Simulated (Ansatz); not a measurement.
## A series in volume scale on Hg

Plane-wave DFT, scalar-relativistic PAW made under PBE with cores redone for the functional, no dispersion; the given relaxed cell is scaled uniformly, energy at zero smearing counts from the unscaled cell, pressure at the given Fermi-Dirac smearing is positive in compression. The results are calculated, by Ansatz 0.2.0.

The cell before it is scaled or strained (space group Im-3m, No. 229):
```
CELL_PARAMETERS angstrom
-1.77720 1.77720 1.77720
1.77720 -1.77720 1.77720
1.77720 1.77720 -1.77720
ATOMIC_POSITIONS crystal
Hg 0.00000 0.00000 0.00000
```

Settings of every row: spin polarised no; functional LDA; wave cutoff 420 eV; smearing width 0.1 eV; k mesh 14x14x14.

Atom starting moment: 0 on all atoms.

Limits: no spin-orbit coupling, which can matter with elements this heavy; the cell comes from a prototype or a list of computed structures and needn't be the stable phase.

| row | volume scale | V (Å³/atom) | pressure (GPa) | energy change per atom (meV) |
| --- | --- | --- | --- | --- |
| 1 | 0.88 | 19.758 | 10.22 | 73.93 |
| 2 | 0.92 | 20.656 | ? | ? |
| 3 | 0.96 | 21.555 | 2.51 | 6.96 |
| 4 | 1.04 | 23.351 | -1.55 | 4.09 |
| 5 | 1.08 | 24.249 | -2.78 | 16.19 |
| 6 | 1.12 | 25.147 | -3.64 | 34.11 |

Question: what pressure should row 2 give?

Worked fit of pressure. Take u = (V_r/V)^(2/3) − 1 with V_r = 23.351 Å³ an atom, which is twice the finite (Eulerian) strain; such expansions in the strain, on which the Birch-Murnaghan equation of state is built, carry the rest volume and the bulk modulus. The shown rows have u = 0.11783, 0.0548, 0, -0.02484, -0.0482. Least squares give pressure = −1.633 + 57.628 × u + 362.35 × u² GPa; a straight line predicts inner rows, each left out in turn, worse (root mean square 1.2 against 0.17 GPa). The rows lie off it by 0.03, -0.10, 0.08, 0.06, -0.07 (root mean square 0.072 GPa). The withheld row has u = 0.08519, so the fit gives −1.633 + 57.628 × (0.08519) + 362.35 × (0.08519)² = 5.91 GPa.

The calculation gave 5.78 GPa. The fit lies 0.13 GPa (2.2 % of the value, 0.94 % of the column's range) above it; its largest miss of a shown row is 0.10 GPa.

The other values of row 2: energy change per atom 29.58 meV.
